## Question

Five hybrid functionals are applied to the same crystal of wurtzite boron nitride, with every atom held in place. Each mixes exact exchange into a semilocal functional. They differ in the amount of exact exchange, in the range of distances over which it acts, or in the semilocal functional itself. A negative pressure means that the functional would shrink the cell if it were free to do so. The columns stress xx and stress zz resolve this pull within the hexagonal plane and along its axis.

Hybrid density functional calculations with Ansatz 0.2.0 (plane waves, PAW, spin-unpolarised) for wurtzite BN, with the atoms and the four-atom cell fixed at a = 2.544 Å and c = 4.208 Å. All rows use a 9×9×4 k mesh and fixed occupations. Pressure and stress are positive in compression.

```tsv
functional	wave cutoff	pressure (GPa)	stress xx (GPa)	stress zz (GPa)
DDH-PBE0	420 eV	-3.200	-3.100	-3.500
HSE06	420 eV	-4.500	-4.300	-4.800
LC-wPBE	420 eV	-6.700	-6.400	-7.100
PBE0	420 eV	-4.400	-4.200	-4.700
r2SCAN0	500 eV	-6.600	-6.400	-6.900
```

The same calculations give band gaps of 6.5 eV with HSE06, 7.0 eV with DDH-PBE0 and 7.3 eV with PBE0. The gap is wider still with r2SCAN0 and widest with LC-wPBE.

(a) How large a change of bond length do these pressures stand for?

(b) Why does DDH-PBE0 pull less than PBE0, while r2SCAN0 and LC-wPBE pull more?

(c) HSE06 is PBE0 with the exact exchange replaced by PBE exchange at long range. Estimate what this replacement does to the band edges and to the total energy, and use the result to explain the pressure of HSE06.

## Model answer

**(a)** A few gigapascals are a small matter in so stiff a crystal. With a bulk modulus of roughly 400 GPa, a recalled value, the pressures correspond to a volume about 1 to 2 % smaller. The B–N bond would shorten by only 0.004 to 0.009 Å. These are rough sizes, because a finite plane-wave basis makes computed pressures too negative by an amount that was not determined here.

**(b)** An electron is surrounded by a region from which exchange keeps other electrons of its own spin away, the exchange hole. In a covalent bond the exact hole spreads over both atoms, whereas a semilocal functional keeps it close to the electron. That compact hole imitates a real correlation effect, the tendency of two bonding electrons to sit on opposite atoms, and this effect lengthens bonds. Exact exchange takes part of the imitation away, so the bond tends to shorten and the fixed cell comes under tension.

DDH-PBE0 and PBE0 offer the cleanest comparison, because they differ only in the fraction of exact exchange. PBE0 uses one quarter; DDH-PBE0 uses the inverse of the dielectric constant. The narrower gap of DDH-PBE0 points to a fraction below one quarter. Its tension is weaker by 1.2 GPa, as the argument requires.

With r2SCAN0 the starting point matters as well. The cell derives from r2SCAN, although one of the outputs labels it as strained. If any such strain is small, this parent functional should be nearly free of stress in it. PBE is known to favour cells that are too large, so it should start out compressed, and part of the pull of exact exchange in PBE0 is spent on undoing that compression. This would explain why r2SCAN0 ends 2.2 GPa lower than PBE0, but neither parent functional is in the table to confirm it.

LC-wPBE goes further in another way: it brings in the whole of exact exchange as the distance between electrons grows. Its changeover is so early that much of the exact exchange already acts across a single bond. A strong pull is therefore plausible, although the table does not separate this cause from the other differences between LC-wPBE and PBE0.

**(c)** The long-range part of the repulsion between two electrons at distance $u$ is, in atomic units,

$$\frac{\operatorname{erf}(\omega u)}{u}\approx\frac{2\omega}{\sqrt{\pi}}\qquad\text{for } u\ll\frac{1}{\omega}.$$

Here $\omega$ sets where the long range begins. In HSE06 it is about 0.11 per bohr, so $1/\omega$ is about 9 bohr, or three B–N bonds. Across one bond the long-range repulsion is thus almost constant.

A constant repulsion is blind to the shape of the hole. The exact exchange hole and the model hole behind PBE each contain exactly one missing electron, so both give the same long-range energy, $-\omega/\sqrt{\pi}$ per electron. Going from HSE06 to PBE0 replaces a fraction $a=1/4$ of the semilocal long-range exchange by exact exchange. One energy is removed and an equal one is put in its place.

The orbital energies do not cancel in this way. Exact exchange lowers a filled level by $2a\omega/\sqrt{\pi}$ and leaves an empty one alone. Removing the semilocal part raises both by $a\omega/\sqrt{\pi}$. The net result is that filled levels fall and empty levels rise by the same amount:

$$\frac{a\,\omega}{\sqrt{\pi}}=\frac{0.25\times0.11}{1.77}\approx0.0155\ \text{hartree}\approx0.42\ \text{eV}.$$

In the calculations the top of the valence band falls by 0.39 eV and the bottom of the conduction band rises by 0.38 eV. The estimate, which has no adjusted constant, is about a tenth too large compared with these shifts. The long-range exchange therefore opens the gap almost evenly from both sides.

The cancellation in the energy can be seen too. For the 16 valence electrons of the cell, the estimate says that about 6.8 eV of exchange energy is exchanged for an equal amount. The calculated exact-exchange energy falls by 6.6 eV and the semilocal energy rises by 6.3 eV. The total energy, in which all other terms also adjust, changes by only 0.2 eV.

Pressure measures how the total energy changes with volume. The cancelling terms depend only on the number of electrons, which stays the same when the cell shrinks, so they leave no pressure behind. What remains is expected to come mainly from the slight variation of the long-range repulsion across the hole. HSE06 accordingly keeps the pressure of PBE0 to within 0.1 GPa, while its gap is 0.8 eV smaller.

## Remarks on the reasoning

The tempting mistake is to read the pressure from the gap. Among DDH-PBE0, PBE0 and r2SCAN0, a wider gap does go with a stronger pull. LC-wPBE already strains the pattern: its gap is by far the widest, yet its pull cannot be told apart from that of r2SCAN0. HSE06 breaks it. If the step from DDH-PBE0 to PBE0 were taken as the rule, the wider gap of PBE0 should make its pressure 3.3 GPa more negative than that of HSE06. No such difference appears. What matters for the pull is how the repulsion used in the exact exchange varies across the bond. The part that varies there opens the gap and also pulls the atoms together. The part that is nearly constant there opens the gap but hardly pulls.

A good answer also says where the constant-repulsion argument stops. At the distance of one bond, the leading correction to the constant is about 4 % in HSE06. In LC-wPBE, where $\omega$ is roughly 0.4 per bohr, it is about half, and the approximation has broken down. The same words, "long-range exchange", thus describe a repulsion that is nearly flat across the bond with the range split of HSE06, and one that varies strongly across it with that of LC-wPBE.

Two pairs of rows should not be ranked: HSE06 with PBE0, and LC-wPBE with r2SCAN0. Their members differ by 0.1 GPa, the last printed digit, and the stresses were only loosely converged. The near-equality of HSE06 and PBE0 has an explanation in the cancellation. That of LC-wPBE and r2SCAN0 has none here, since the two functionals reach their pressures by different routes.

The comparison of r2SCAN0 with PBE0 needs one more check, because r2SCAN0 was run with a larger basis. For a given functional, a larger basis should make the pressure less negative, yet r2SCAN0 has the more negative one. The larger basis is therefore unlikely to have created the difference. The error left in each row remains open, however, and r2SCAN0 may need more plane waves than PBE0.

The strength of the evidence differs between the parts. The shifts of the band edges and the cancelling energies in (c) are read directly from the calculations. The bond-shortening argument in (b) is standard theory that agrees with the order of the rows but is not isolated by them. The output below compares the constant-repulsion estimate with the HSE06 and PBE0 results; neither row was used to adjust it.

Output of the analysis:

```
Pressure and gap by functional:
       row  pressure_GPa  gap_eV  zz_less_xx_GPa  rough_volume_shrinkage_percent
  DDH-PBE0          -3.2   7.014            -0.4                             0.8
     HSE06          -4.5    6.53            -0.5                           1.125
   LC-wPBE          -6.7   11.85            -0.7                           1.675
      PBE0          -4.4   7.294            -0.5                             1.1
   r2SCAN0          -6.6   7.633            -0.5                            1.65
Spread of the pressures, GPa: 3.5
Rough bond shortening for the weakest tension, angstrom: 0.004163
Rough bond shortening for the strongest tension, angstrom: 0.008716
Pressure change from DDH-PBE0 to PBE0, GPa: -1.2
Gap change from DDH-PBE0 to PBE0, eV: 0.2796
Pressure change from HSE06 to PBE0, GPa: 0.1
Gap change from HSE06 to PBE0, eV: 0.7642
Pressure change from HSE06 to PBE0 if the gap were the guide, GPa: -3.28
Pressure change from PBE0 to r2SCAN0, GPa: -2.2
Model shift of each band edge, eV: 0.4222
Computed shift of the valence band top from HSE06 to PBE0, eV: -0.3875
Computed shift of the conduction band bottom from HSE06 to PBE0, eV: 0.3767
Model gap opening from HSE06 to PBE0, eV: 0.8444
Model size of the exchange energy swapped per cell, eV: 6.755
Computed change of the exact-exchange energy per cell, eV: -6.647
Computed change of the semilocal exchange-correlation energy per cell, eV: 6.312
Computed change of the total energy per cell, eV: -0.2241
Departure from a constant at one bond length in HSE06, percent: 3.51
Rough departure from a constant at one bond length in LC-wPBE, percent: 46.41
```
